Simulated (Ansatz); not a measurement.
# Co: free energy error per atom against smearing width

Results calculated with Ansatz 0.2.0, not measured. Plane-wave density functional theory, scalar-relativistic PAW datasets made under PBE, Gamma-centred meshes; one setting moves on a fixed relaxed cell, energies count from the zero-width extrapolation of the reference run, pressure is Pulay-corrected at fixed cutoff and positive in compression.

Structure of every row (space group P6_3/mmc, No. 194):
```
CELL_PARAMETERS angstrom
2.45840 0.00000 0.00000
-1.22920 2.12900 0.00000
0.00000 0.00000 3.96070
ATOMIC_POSITIONS crystal
Co 0.33333 0.66667 0.25000
Co 0.66667 0.33333 0.75000
```

Settings of every row: spin polarised no; functional PBE; wave cutoff 420 eV; k mesh 15x15x8; smearing method gaussian; reference k mesh 15x15x8; reference smearing width 0.1 eV; reference wave cutoff 420 eV; reference smearing method fermi_dirac; swept setting smearing; valence electrons per atom 17.

Atom starting moment: 0 on all atoms.

Limits: held non-magnetic: a magnetic state may lie lower; settings are moved on purpose, so some rows are far from converged.

```
row  smearing width (eV)  free energy error per atom (meV)  zero smearing energy error per atom (meV)  pressure (GPa)
  1                 0.01                              1.26                                       1.32            -1.1
  2                 0.03                              0.69                                       1.33           -1.09
  3                  0.1                                 ?                                          ?               ?
  4                  0.2                            -26.46                                       1.16           -0.45
  5                  0.3                            -60.62                                      -0.27            0.29
```

Question: what free energy error per atom should row 3 give?

Worked fit of free energy error per atom. Smearing changes a smooth quantity, to lowest order, with the square of the width, so take w² in eV². The shown rows have w² = 0.0001, 0.0009, 0.04, 0.09. Their means are 0.03275 and -21.282 meV; the sums about the means are S_tt = 0.005411 and S_ty = -3.725, whose ratio is the slope. Least squares give free energy error per atom = 1.267 − 688.55 × w² meV. The rows lie off it by 0.06, 0.04, -0.19, 0.08 (root mean square 0.11 meV). The constant, 1.267 meV, estimates the value at zero width. The withheld row has w² = 0.01, so the fit gives 1.267 − 688.55 × (0.01) = -5.62 meV.

The calculation gave -5.79 meV. The fit lies 0.17 meV (2.9 % of the value, 0.27 % of the column's range) above it; its largest miss of a shown row is 0.19 meV.

The other values of row 3: zero smearing energy error per atom 1.19 meV; pressure -0.94 GPa.
